## The set-up

A crystal of bcc titanium is strained in two ways at once: equally along x and y (in plane), and separately along z. The calculation then gives the energy per atom relative to the undisturbed cell, and the pressure, which is negative when the crystal is under tension.

Strained bcc Ti, starting from an unrelaxed cell with a = 3.282 Å, in Ansatz 0.2.0: scalar-relativistic LDA, PAW datasets made for PBE, no spin polarisation, 420 eV cutoff, Gamma-centred 20×20×20 k mesh, Gaussian smearing of 0.15 eV. Rows 1 to 5 have in-plane strains of −0.03, −0.015, 0, 0.015 and 0.03. Energies are free energies relative to the unstrained cell; pressure is positive in compression.

```tsv
strain zz	energy change row 1 (meV/atom)	energy change row 2 (meV/atom)	energy change row 3 (meV/atom)	energy change row 4 (meV/atom)	energy change row 5 (meV/atom)	pressure row 1 (GPa)	pressure row 2 (GPa)	pressure row 3 (GPa)	pressure row 4 (GPa)
-0.03	-64.5	-53.2	-32.3	-2.9	34.3	-1.98	-5.26	-8.15	-10.70
-0.015	-60.2	-43.3	-17.0	17.7	59.9	-3.66	-6.78	-9.53	-11.94
0	-53.7	-31.5	0.0	39.7	86.7	-5.21	-8.19	-10.80	-13.07
0.015	-45.1	-17.7	18.7	63.1	114.6	-6.65	-9.49	-11.97	-14.12
0.03	-34.5	-2.3	38.8	87.8	143.7	-7.99	-10.70	-13.04	-15.07
```

Each line of the table has its own strain along z. Rows 1 to 5 in the column heads stand for in-plane strains of −0.03, −0.015, 0, 0.015 and 0.03. Only where both strains are equal does the cell stay bcc; elsewhere it is body-centred tetragonal.

## 1. Why does squeezing the crystal lower its energy?

The starting cell is too large for this LDA calculation. Its pressure is −10.80 GPa, so it pulls inward, and a small reduction in volume releases energy.

The pressure also fixes the size of the effect. For a small strain the energy change is minus the pressure times the change in volume. With 17.68 Å³ per atom, 10.80 GPa corresponds to 1.19 eV per unit strain along one axis, or about 17.9 meV for a strain of 0.015. The table gives +18.7 meV on stretching along z by that amount and −17.0 meV on compressing, which average to the same value. No constant was adjusted for this estimate.

## 2. Why does in-plane strain cost or gain more than strain along z?

In-plane strain changes two edges of the cell, so a small one changes the volume twice as much. The initial slopes of the energy indeed stand in a ratio of 1.99.

At 3 % the ratio is no longer two: it is 1.7 for compression and 2.2 for stretching. The tension weakens as the cell shrinks and grows as it expands. In-plane strain goes further in volume, so it meets more of this change. Its gain on compression therefore falls short of double, and its cost on stretching exceeds double.

## 3. Is the lowest energy in the table the preferred crystal?

No. The lowest value, −64.5 meV, lies at the corner where both strains are −0.03, and the pressure there is still −1.98 GPa. The crystal would shrink further if the scan allowed it. Continuing the last two bcc pressures in a straight line puts zero pressure at a shrinkage of about 3.6 % along each axis, a rough figure because it lies outside the scan.

Part of this misfit may belong to LDA, which usually makes bonds too short, and part to PAW datasets made for another functional, PBE. The choice of starting cell enters as well. The table cannot separate the three.

## 4. Does the energy depend on anything besides volume?

To find out, compare shapes of nearly equal volume. With an in-plane strain of −0.015 and a strain of 0.03 along z, the volume changes by less than 0.1 %, yet the energy falls by 2.3 meV. The small loss of volume explains 0.8 meV. The other 1.5 meV comes from the change of shape.

The same separation can be made everywhere. A smooth energy–volume curve was fitted to the five bcc points and subtracted from all 25 energies. Every tetragonal point then lies below the curve, although the points closest to bcc do so by only 0.1 to 0.3 meV. At these volumes, bcc titanium is not a minimum: its energy falls when it becomes tetragonal.

The simplest description treats this as elastic shear. Let t be the logarithmic strain along z less the mean over the three axes. The x and y axes then carry −t/2 each, and the squares of the three strains add up to 3t²/2. For a cubic crystal this gives

E(shape) = (3/2) C′ V t²,

where V is the volume per atom and C′ the stiffness against this shear. A fit to what the volume curve leaves gives C′ ≈ −12 GPa; a stable crystal needs a positive value. This one constant reduces the typical miss over the 25 fitted points from 1.2 to 0.3 meV. It fails to distinguish a flattened cell from an elongated one: at the two points that nearly keep the starting volume, the shape energies are −2.1 meV (flattened) and −1.5 meV (elongated), where the formula gives almost equal values. The two points share a volume and have opposite t, so the gap must come from a term odd in t, as expected once the strain is too large for a purely quadratic energy. The constant also averages over volume: nearly the same elongation gives −0.6 meV when the plane is compressed by 3 % but −0.8 meV when z is stretched by 3 %. C′ thus becomes less negative as the cell shrinks toward zero pressure, and −12 GPa describes the stretched crystal.

Band theory offers a reason that the table does not test. In a bcc transition metal, a valley in the density of states separates bonding from antibonding levels, which are mostly of d character. About six valence electrons per atom fill the levels up to this valley, as in chromium. Titanium has only four, so its highest filled levels are expected to lie among the bonding states, where a change of shape can split them and lower the energy. Real titanium is hexagonal when cold. Its bcc form exists at high temperature, where lattice vibrations stabilise it, and these are absent here.

## 5. Can the pressure reveal the same instability?

It can, because pressure is an average over three axes, while the energy slope along z measures the pull along that axis alone. In the undisturbed cell the two agree: both give 11.9 meV per 1 % of strain.

With the plane compressed by 3 %, the slope is 5.0 meV per 1 %, below the 5.4 meV that the pressure implies. With the plane stretched by 1.5 %, it is 15.1 meV, above the implied 14.9 meV. A cell that is already elongated along z resists further elongation less than its average tension suggests, and a flattened cell resists it more. A negative C′ requires just these signs.

## 6. If the plane is stretched, how much does the crystal thin?

Stretching the plane raises the pull along z, so the crystal must shorten along z to restore the old pull. The energies give a shortening of about 2.7 % for each 1 % of in-plane stretch. Keeping the volume constant would need only 2 %, so the volume actually falls.

Elasticity links this to question 4. The ratio is −2C₁₂/C₁₁, where C₁₁ is the stiffness along an axis and C₁₂ the coupling between axes. A magnitude above 2 means that C₁₂ exceeds C₁₁, and since C′ is half of C₁₁ − C₁₂, it must be negative. The value holds for a crystal kept under its initial tension with its in-plane size imposed. It should not be used as the Poisson response of a stress-free titanium film.

## 7. Which digits can be trusted?

That depends on the question. Extrapolating to zero smearing shifts the lowest corner energy by 1.9 meV, so its decimal has no physical weight. For the nearly volume-keeping shear with the plane stretched by 1.5 %, the shift is only 0.02 meV.

The shape energies are nevertheless just a few meV, and no second k mesh was run to test them. Their common sign supports the instability. The pressures agree with it, but they come from the same mesh and would share its error, so C′ is best read as roughly −10 GPa. The output below lists the shape energy of every point.

Numerical output:

```
fit of ebcc on 5 rows: coefficient of lz 3572 +/- 1.3, coefficient of lz**2 45662 +/- 16, coefficient of lz**3 -68874 +/- 1661; rms 0.0135, worst 0.015 -0.0211, leave-one-out rms 0.115
Energy left after the bcc volume curve in meV per atom:
     row  in-plane -0.03  in-plane -0.015  in-plane 0  in-plane 0.015  in-plane 0.03
   -0.03       -0.004932          -0.1949     -0.8109           -2.09         -3.931
  -0.015         -0.1181          0.02018     -0.1717          -0.843         -2.103
     0.0         -0.5684           -0.214           0         -0.1875        -0.8967
   0.015           -1.29          -0.6389     -0.1443         0.02111        -0.2738
    0.03          -2.228           -1.506     -0.7631         -0.1821      -0.005396
zz slope from energies at in-plane 0 (meV per unit strain): 1190
zz slope from pressure at in-plane 0 (meV per unit strain): 1192
zz slope from energies at in-plane -0.03 (meV per unit strain): 503.3
zz slope from pressure at in-plane -0.03 (meV per unit strain): 540.9
zz slope from energies at in-plane 0.015 (meV per unit strain): 1513
zz slope from pressure at in-plane 0.015 (meV per unit strain): 1486
Initial in-plane slope over initial zz slope: 1.994
In-plane over zz energy change at 3 percent compression: 1.663
In-plane over zz energy change at 3 percent stretch: 2.235
Constant-tension estimate with all axes at -0.03 (meV per atom): -104.1
Equal strain at zero pressure by straight continuation (percent): -3.619
Volume change at in-plane -0.015 and zz 0.03 (percent): -0.06682
Volume part of the energy at that point (meV per atom): -0.7937
Rms miss of the volume-only energy over 25 points (meV per atom): 1.215
Rms miss with one shear constant added (meV per atom): 0.2893
Fitted tetragonal shear modulus (GPa): -11.62
Bulk modulus from the pressures at in-plane 0 (GPa): 81.33
zz strain per in-plane strain at fixed pull along z: -2.72
Shift by zero-smearing extrapolation with all axes at -0.03 (meV per atom): -1.893
Shift by zero-smearing extrapolation at in-plane 0.015 and zz -0.03 (meV per atom): -0.0187
```
